# Appendix: charge-to-conductance law and open-circuit asymmetry of protonic ECRAM

## A.1 Device, conventions and general statement

The cell is a stack of a palladium hydride gate PdH$_y$ (the reservoir), a phosphosilicate glass (PSG) that conducts protons and blocks electrons, and a channel H$_x$WO$_3$ of length $L$, width $W$ and thickness $d$ that the gate covers completely. During a write, source and drain are tied together. $V$ is the potential of the gate terminal minus that of the channel terminal, and $I>0$ means that protons enter the channel. Between writes the gate is open. $Q$ is the charge of the inserted protons.

**Conductance.** Let each proton bring one mobile electron of constant mobility $\mu$, and let the composition be uniform along $L$. Layers at different depth $z$ conduct in parallel:

$$G=\frac{W}{L}\int_0^d e\mu\,n(z)\,dz=\frac{\mu Q}{L^2},\qquad dG=\frac{\mu\,dQ}{L^2},\tag{A1}$$

because $Q=eWL\int n\,dz$. Width, thickness and depth profile drop out. A current pulse $\pm I_p$ of length $t_p$ gives $\Delta G_\pm=\pm\mu I_pt_p/L^2$, linear in the pulse count and symmetric.

**Open-circuit voltage.** In each electrode the chemical potential of hydrogen is $\mu_{\rm H}=\tilde\mu_{\rm H^+}+\tilde\mu_{e}$. At zero current $\tilde\mu_{\rm H^+}$ is uniform through the glass, and $\tilde\mu_e^{\rm gate}-\tilde\mu_e^{\rm ch}=-eV$ for terminals of the same metal, so work functions cancel. Hence

$$U(x)=\frac{\mu_{\rm H}^{\rm ch}(x)-\mu_{\rm H}^{\rm res}}{e}=\frac{k_BT}{2e}\ln\frac{p_{\rm ch}}{p_{\rm res}},\tag{A2}$$

where $p$ is the H$_2$ pressure in equilibrium with each electrode. This is the Nernst form. $U$ rises with $x$ in a stable single phase.

**Voltage pulses.** With an ohmic electrolyte, $I=(V-U_s)/R$, where $U_s$ is (A2) at the composition next to the glass. Short pulses $\pm V_p$ with $V_p>|U|$ give

$$\Delta G_\pm=\frac{\mu t_p}{L^2R}(\pm V_p-U),\qquad \mathcal A\equiv\frac{|\Delta G_+|-|\Delta G_-|}{|\Delta G_+|+|\Delta G_-|}=-\frac{U(x)}{V_p}.\tag{A3}$$

The ratio of the steps is $(V_p-U)/(V_p+U)$. The sections below show how far (A3) reaches beyond short pulses, and which quantity settles on the scale $\tau\equiv d^2/D$.

## A.2 The model: one reservoir, one resistor, two cells

The reservoir is held on its two-phase plateau, so $\mu_{\rm H}^{\rm res}$ is constant. The channel is a lattice gas with one hydrogen site per tungsten atom,

$$U(x)=U_0+wx+\frac{k_BT}{e}\ln\frac{x}{1-x}.\tag{A4}$$

The logarithm is the configurational term, and $wx$ lumps band filling and mean-field repulsion. With $Q_0=en_{\rm W}LWd$ and $Q=xQ_0$ the chemical capacitance is

$$C=\frac{Q_0}{U'(x)},\qquad U'=w+\frac{k_BT/e}{x(1-x)}.\tag{A5}$$

One cell suffices for (A1) and (A3). Settling needs an internal coordinate, so the channel is cut into two layers of thickness $d/2$: cell 1 touches the glass, cell 2 the blocking substrate. Let $q_1,q_2$ be the charges added to a uniform starting state with open-circuit voltage $U$. Fick's law between cell centres $d/2$ apart transfers charge at the rate $k(q_1-q_2)$ with $k=D/(d/2)^2=4D/d^2$. $D$ is the chemical diffusion coefficient of neutral hydrogen. For fast electrons it exceeds the jump diffusivity of the protons by the thermodynamic factor $\Theta=xU'e/k_BT$. Each cell has capacitance $C/2$, so on linearising (A4), $U_s=U+2q_1/C$. With the drive $E=V-U$ and $a=2/RC$,

$$\dot q_1=\frac{E}{R}-aq_1-k(q_1-q_2),\qquad \dot q_2=k(q_1-q_2).\tag{A6}$$

The rate matrix $\begin{pmatrix}a+k&-k\\-k&k\end{pmatrix}$ has trace $a+2k$ and determinant $ak$, so

$$\lambda_\pm=\tfrac12\,(a+2k\pm S),\qquad S=\sqrt{a^2+4k^2}.\tag{A7}$$

The stationary state is $q_1=q_2=CE/2$. Write $\Delta Q=q_1+q_2=CE\,[1-w_-e^{-\lambda_-t}-w_+e^{-\lambda_+t}]$. The conditions $\Delta Q(0)=0$ and $\Delta\dot Q(0)=E/R$ read $w_-+w_+=1$ and $w_-\lambda_-+w_+\lambda_+=a/2$, which give $w_\pm=\tfrac12(1\mp2k/S)$. The step is then

$$\Delta G=\frac{\mu t_p}{L^2R}(V-U)\,f,\qquad f=\frac{RC}{t_p}\Big[w_-(1-e^{-\lambda_-t_p})+w_+(1-e^{-\lambda_+t_p})\Big].\tag{A8}$$

The factor $f$ does not contain $V$. It cancels from $\mathcal A$, and $\mathcal A=-U/V_p$ holds exactly in this model for every pulse length, every $D$ and every $R$. The reason is general: a linear network that starts in equilibrium responds in proportion to $V-U$, whatever the number of cells. The asymmetry law therefore needs linearity and a settled start, and does not need a short pulse. The prefactor of (A3) does need $f\approx1$.

**Pulse trains.** If the channel settles between pulses, each pulse maps $U\to U+\gamma(V-U)$ with $\gamma=ft_p/RC$. Alternating $\pm V_p$ has the two-cycle $U=\pm\gamma V_p/(2-\gamma)$, centred on $U=0$, and a deviation from it shrinks by $(1-\gamma)^2$ per pair. Equal numbers of up and down pulses thus pull the weight towards the composition $x^*$ with $U(x^*)=0$. Pulses $V_b\pm V_p$ move this point to $U=V_b$ and give $\mathcal A=-(U-V_b)/V_p$.

## A.3 Numbers

All entries of this list are assumed or typical inputs, and all results are the model's.

- $T=300$ K, so $k_BT/e=25.85$ mV.
- $L=1$ µm, $W=0.2$ µm, $d=10$ nm, glass thickness $d_e=10$ nm.
- WO$_3$ density 7.16 g/cm³ and molar mass 231.84 g/mol, so $n_{\rm W}=1.86\times10^{22}$ cm⁻³.
- $\mu=0.1$ cm²/(V s), chosen with the geometry to put $G$ in the microsiemens range typical of such cells.
- $U_0=-0.15$ V and $w=0.6$ V, chosen so that $U$ has the typical slope of an insertion curve of tungsten oxide, of order 1 V per unit $x$ near $x=0.1$, and lies one to two tenths of a volt below a palladium plateau.
- Proton conductivity of the glass $10^{-8}$ S/cm, so $R=50$ GΩ.
- $D=10^{-10}$ cm²/s, so $\tau=10$ ms. Typical values for tungsten oxide films spread over several decades with crystallinity and water content, and all diffusion times scale as $1/D$.
- $V_p=1$ V, $I_p=20$ pA, $t_p=0.3$ ms.

The channel holds $3.72\times10^7$ sites, $Q_0=5.96$ pC, and the gain is $\mu/L^2=10$ nS/fC, or 1.6 pS per proton. A current pulse carries 6.0 fC and gives $\pm60$ nS at any state. The window $0.05<x<0.15$ holds 596 fC, about 99 such steps. The channel resistance is negligible in the write path, $1/GR=3.4\times10^{-6}$ at $x=0.10$, so the drive is uniform along $L$. The table gives the voltage steps of (A3), $60\ {\rm nS/V}\times(\pm V_p-U)$. The last column uses $V_b=U(0.10)$.

| $x$ | $G$ (µS) | $U$ (V) | $C$ (pF) | $\Delta G_+$ (nS) | $\Delta G_-$ (nS) | $\mathcal A$ | $\mathcal A$ with $V_b$ |
|---|---|---|---|---|---|---|---|
| 0.05 | 2.98 | −0.196 | 5.21 | 71.8 | −48.2 | 0.196 | 0.049 |
| 0.10 | 5.96 | −0.147 | 6.72 | 68.8 | −51.2 | 0.147 | 0 |
| 0.15 | 8.94 | −0.105 | 7.42 | 66.3 | −53.7 | 0.105 | −0.042 |

At $x=0.10$, $U'=0.887$ V, $\Theta=3.43$ and $p_{\rm ch}/p_{\rm res}=1.2\times10^{-5}$. With $C=6.72$ pF, $RC=336$ ms, $a=5.952$ s⁻¹ and $k=400$ s⁻¹. Then $\lambda_-=2.965$ s⁻¹, $\lambda_+=803.0$ s⁻¹, $w_+=1.38\times10^{-5}$ and $f=0.99914$. The two-cell steps are $+68.75$ and $-51.15$ nS, both 0.086 % below (A3), with $\mathcal A=0.147$ unchanged. One up and one down pulse leave about $+18$ nS. The symmetry point of (A4) is $x^*=0.289$, outside the window, and with $\gamma=8.92\times10^{-4}$ the local e-folding length of the drift is 560 pairs. A gate shorted to the channel drives the same drift continuously with time constant close to $RC$, so retention requires an open gate.

The sign of $U$ belongs to the loading of the reservoir. A gate left in the dilute hydride phase has a lower $\mu_{\rm H}^{\rm res}$, which shifts $U_0$ upwards and can reverse the sign of $\mathcal A$.

## A.4 Settling

With the gate open $R\to\infty$, $a=0$, and (A7) gives $\lambda_-=0$ and $\lambda_+=2k$. The total charge is conserved and the imbalance $\delta=q_1-q_2$ decays as $e^{-8Dt/d^2}$, with time constant 1.25 ms. For $N$ cells with blocking ends the slowest rate is $4N^2\sin^2(\pi/2N)\,D/d^2$. The coefficient is 8, 9 and 9.37 for $N=2,3,4$ and tends to $\pi^2=9.87$, the rate of the continuum mode $\cos(\pi z/d)$. The continuum time constant is $d^2/\pi^2D=1.01$ ms, and a hundredfold decay of this mode takes 4.7 ms. The estimate $d^2/D$ gives the scaling and overstates the time constant by $\pi^2$. The two-cell rate is 19 % low.

By (A1), $G$ does not move during this relaxation when $\mu$ is constant. The quantity that settles in first order is the gate voltage. Under constant current $\dot\delta=I_p-2k\delta$, so at the end of the pulse

$$\frac{\delta}{I_pt_p}=\frac{1-e^{-2kt_p}}{2kt_p}=0.889,\tag{A9}$$

and $U_s$ stands $\delta/C=0.79$ mV above its final value.

The conductance settles when the mobility depends on composition. Put $g(x)=x\mu(x)$, so that $G=(Q_0/L^2)\langle g\rangle$ with the average over depth. For quadratic $g$, exactly,

$$\langle g\rangle=g(\bar x)+\tfrac12g''\langle(x-\bar x)^2\rangle,\tag{A10}$$

and in two cells $\langle(x-\bar x)^2\rangle=(\delta/Q_0)^2$. The transient is second order in the step and decays at twice the diffusion rate, $16D/d^2$ in two cells and $2\pi^2D/d^2$ at late times in the continuum. For the assumed illustration $\mu\propto x$, $g''/g'=1/x$. With $\Delta\bar x=1.007\times10^{-3}$ the transient is $(g''/2g')\,\Delta\bar x\,(0.889)^2=0.40$ % of the step. A mobility that differs between the cells for structural reasons, $\mu_1\ne\mu_2$, gives instead a first-order transient $(\mu_1-\mu_2)\delta/2L^2$ at the single rate.

**Where two cells fall short.** The diffusion length $\sqrt{Dt_p}=1.7$ nm is below the cell size of 5 nm, so the surface excursion is underestimated. For constant current into a half-space $U_s-U=(2I/C)\sqrt{t\tau/\pi}$, with corrections from the back face of order $e^{-\tau/t}$. At $t_p$ this is 5.8 mV, 6.5 times the settled change $I_pt_p/C=0.89$ mV, so the gate relaxes by 4.9 mV. Averaging over the pulse gives $1-f\simeq\frac43\sqrt{t_p\tau/\pi}/RC=0.39$ %. The profile is proportional to ${\rm ierfc}(z/2\sqrt{Dt_p})$, where ${\rm ierfc}\,u=e^{-u^2}/\sqrt\pi-u\,{\rm erfc}\,u$. Its variance is $(8J\,d/\sqrt{Dt_p}-1)\,\Delta\bar x^2=2.60\,\Delta\bar x^2$ with $J=\int_0^\infty{\rm ierfc}^2u\,du=0.0779$, which raises the conductance transient for $\mu\propto x$ to 1.3 %. For long pulses the slow time is $1/\lambda_-\simeq RC+d^2/8D$ in two cells (337.3 ms from (A7)). In the continuum the modes $\cos\beta(1-z/d)$ obey $\beta\tan\beta=\tau/RC$, and $\tau/\beta^2\simeq RC+d^2/3D$ (339.3 ms). These changes affect $f$ and leave $\mathcal A$ untouched.

## A.5 Terms left out, with sizes

**Curvature of $U(x)$.** For one well-mixed cell, $dx/ds=E-U'\Delta x-\frac12U''\Delta x^2$ with $s=t/RQ_0$. Solving in powers of $s$,

$$\Delta x=Es\Big[1-\tfrac12U's+\tfrac16U'^2s^2-\tfrac16U''Es^2+\dots\Big].\tag{A11}$$

Only the last term distinguishes the polarities. It changes $\ln|\Delta x_+/\Delta x_-|$ by $-U''V_ps^2/3$, and since $d\mathcal A=\frac12(1-\mathcal A^2)\,d\ln|\Delta x_+/\Delta x_-|$,

$$\delta\mathcal A=-\tfrac16(1-\mathcal A^2)\,U''V_ps^2 .\tag{A12}$$

With $U''=-2.55$ V and $s=1.007\times10^{-3}$ V⁻¹ this is $4.2\times10^{-7}$. The larger surface excursion enters roughly squared and brings it to order $10^{-5}$, still negligible.

**Variable mobility.** The gain becomes $dG/dQ=(\mu+x\mu')/L^2$. In H$_x$WO$_3$ the mobility is expected to rise with $x$ as hopping gives way to band conduction, so (A1) with one $\mu$ is a local law. For $\mu\propto x$ the gain doubles at the reference state and varies threefold over the window. This is nonlinearity without first-order asymmetry, since the gain cancels from $\mathcal A$. The second-order remainder under current pulses is $g''\Delta\bar x/2g'=0.005$, and an up pulse followed by a down pulse still restores $G$ exactly once the profile has settled.

**Geometric capacitance.** With a typical relative permittivity of 4 the glass has $C_g=0.71$ fF. A voltage pulse puts the extra charge $C_g(V-U)$ on it, which discharges through $R$ as further proton transfer after the gate opens, in $RC_g=35$ µs. Both steps grow by $RC_g/t_p=12$ %, and $\mathcal A$ is unchanged. Under current drive the transferred charge stays $I_pt_p$.

**Finite, clamped reservoir.** A palladium film bonded to a rigid stack cannot expand in plane. With volume $v$ per H and $\Omega$ per Pd, the free linear strain is $vy/3\Omega$ and the elastic energy per Pd atom is $\Omega M(vy/3\Omega)^2$, so $d\mu_{\rm H}^{\rm res}/dy=\frac29Mv^2/\Omega$. For (111) texture, minimising the energy over the normal strain gives

$$M=\frac{6C_{44}(C_{11}+2C_{12})}{C_{11}+2C_{12}+4C_{44}}=287.8\ {\rm GPa},\tag{A13}$$

from the compiled room-temperature values for Pd $C_{11}=227.1$, $C_{12}=176.04$, $C_{44}=71.73$ GPa (Blaschke). With a typical $v=2.9$ Å³ and a typical lattice constant of 3.89 Å ($\Omega=14.72$ Å³) the slope is 0.23 eV per unit $y$. An assumed reservoir 20 nm thick and of the channel's area changes by $|\Delta y|=0.0137$ over the window, which adds 3.1 mV to the channel's swing of 91 mV. The estimate assumes purely elastic response, laterally mixed phases that share the mean strain, and the constants of hydrogen-free Pd. It sets a scale only. Plateau hysteresis with an assumed pressure ratio of 2 separates the absorption and desorption branches by $(k_BT/2e)\ln2=9.0$ mV. It opposes the current in both directions and so shrinks both steps about the mean of the two branches.

**Non-ohmic transport.** This term rivals the effect. The field at 1 V is 1 MV/cm. For hopping over symmetric barriers a distance $b$ apart, $I\propto\sinh[(V-U)/V_0]$ with $V_0=2k_BTd_e/eb$. The addition theorems give, for short pulses,

$$\mathcal A=-\frac{\tanh(U/V_0)}{\tanh(V_p/V_0)},\tag{A14}$$

which reduces to $-U/V_p$ when both arguments are small. For an assumed $b=0.3$ nm, $V_0=1.72$ V and $\mathcal A=0.163$ at $x=0.10$, 11 % above the ohmic 0.147. For $V_p\gg V_0$ it saturates at 0.085 and no longer falls as $1/V_p$. If the current is limited instead by charge transfer at one interface with transfer coefficient ½ (Butler–Volmer), the same form holds with $V_0=2k_BT/e=51.7$ mV, and $\mathcal A=0.993$: the cell is almost one-directional until $V_b$ is brought within a few tens of millivolts of $U$. Fast PSG cells are typically written with several volts across about 10 nm, where (A14) replaces (A3) and pulses can be many orders of magnitude shorter than the 0.3 ms used here. The ohmic model overstates their write time by that margin.

## A.6 Model against general statement

| Statement | Two-cell model | Continuum or real cell |
|---|---|---|
| $dG=\mu\,dQ/L^2$ | exact, for any $q_1,q_2$ | exact for any depth profile if $\mu$ is constant, otherwise $\mu\to\mu+x\mu'$ |
| step $\propto(\pm V_p-U)/R$ | exact, with factor $f=0.99914$ | $1-f=0.39$ %, and $+12$ % from $C_g$ |
| $\mathcal A=-U/V_p$ | exact for all $t_p$ | exact for a linear cell starting settled, (A14) at high field |
| settling $\sim d^2/D$ | $d^2/8D$ | $d^2/\pi^2D$, seen in $U_s$, and in $G$ only through variable $\mu$ |

In the model a bias offset removes the mean of $U$ over the window and leaves $|\mathcal A|\le0.049$. The remainder is set by the swing of $U$ across the window, the integral of $dQ/C$, so in the ohmic regime it falls with a narrower window in $x$, a flatter insertion curve or a larger $V_p$. Current drive removes it, because the source supplies whatever voltage $U_s+IR$ the cell requires.